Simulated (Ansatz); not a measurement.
# Mo: energy above lowest point and pressure against volume scale

Results calculated with Ansatz 0.2.0, not measured. Free energy against uniform scaling of the volume at fixed shape and fractions; periodic cell, basis, potentials, k mesh and filling as listed.

The cell before it is scaled or strained (space group P6/mmm, No. 191):
```
Mo
1.0
      2.7355     0.0000     0.0000
     -1.3678     2.3690     0.0000
      0.0000     0.0000     2.5552
Mo
1
Direct
  0.00000 0.00000 0.50000
```

Settings of every row: functional PBEsol; dispersion D3(BJ); potentials PAW; wave cutoff 500 eV; density cutoff 2000 eV; k mesh 12x12x11; k shift 0x0x0; occupations cold; smearing width 0.05 eV; spin none.

Limits: coarse k mesh, up to 40 meV an atom off; the cell comes from a prototype or a list of computed structures and needn't be the stable phase.

```
row  volume scale  V (Å³/atom)  energy above lowest point (meV/atom)  pressure (GPa)
  1          0.94       15.565                                     0             2.4
  2          0.96       15.896                                   0.3           -2.62
  3          0.98       16.228                                  10.5           -7.16
  4             1       16.559                                     ?               ?
  5          1.02        16.89                                  56.8          -14.95
  6          1.04       17.221                                  91.2          -18.27
  7          1.06       17.552                                 132.1          -21.24
```

Question: what energy above lowest point and pressure should row 4 give?

Worked fit of energy above lowest point. Take u = (V_r/V)^(2/3) − 1 with V_r = 16.559 Å³ an atom, which is twice the finite (Eulerian) strain; such expansions in the strain, on which the Birch-Murnaghan equation of state is built, carry the rest volume and the bulk modulus. The shown rows have u = 0.04213, 0.02762, 0.01355, -0.01311, -0.02579, -0.03808. Least squares give energy above lowest point = 29.64 − 1747.3 × u + 24777 × u² meV/atom; a straight line predicts inner rows, each left out in turn, worse (root mean square 15 against 0.022 meV/atom). All shown rows lie on it to the printed digit. Its lowest point lies at u = 0.0353, or V = 15.72 Å³ an atom, and the curvature there gives the bulk modulus at fixed shape and fractions, B = (4/9)(1 + u)² E″(u)/V = 241 GPa. Letting shape and atoms relax would as a rule lower it, by much in layered, chain or molecular crystals. The withheld row has u = 0, so the fit gives 29.64 − 1747.3 × (0) + 24777 × (0)² = 29.6 meV/atom.

The calculation gave 29.6 meV/atom. The fit meets it to the printed digit.

Worked fit of pressure. Take u = (V_r/V)^(2/3) − 1 with V_r = 16.559 Å³ an atom, which is twice the finite (Eulerian) strain; such expansions in the strain, on which the Birch-Murnaghan equation of state is built, carry the rest volume and the bulk modulus. The shown rows have u = 0.04213, 0.02762, 0.01355, -0.01311, -0.02579, -0.03808. Least squares give pressure = −11.259 + 291.61 × u + 773.4 × u² GPa; a straight line predicts inner rows, each left out in turn, worse (root mean square 0.46 against 0.0071 GPa). The rows lie off it by 0.00, -0.01, 0.01, 0.00, 0.00, 0.00. The pressure vanishes at u = 0.0353, or V = 15.72 Å³ an atom, and there the bulk modulus at fixed shape and fractions is B = −V dP/dV = (2/3)(1 + u) dP/du = 239 GPa. Letting shape and atoms relax would as a rule lower it, by much in layered, chain or molecular crystals. The withheld row has u = 0, so the fit gives −11.259 + 291.61 × (0) + 773.4 × (0)² = -11.26 GPa.

The calculation gave -11.26 GPa. The fit meets it to the printed digit.
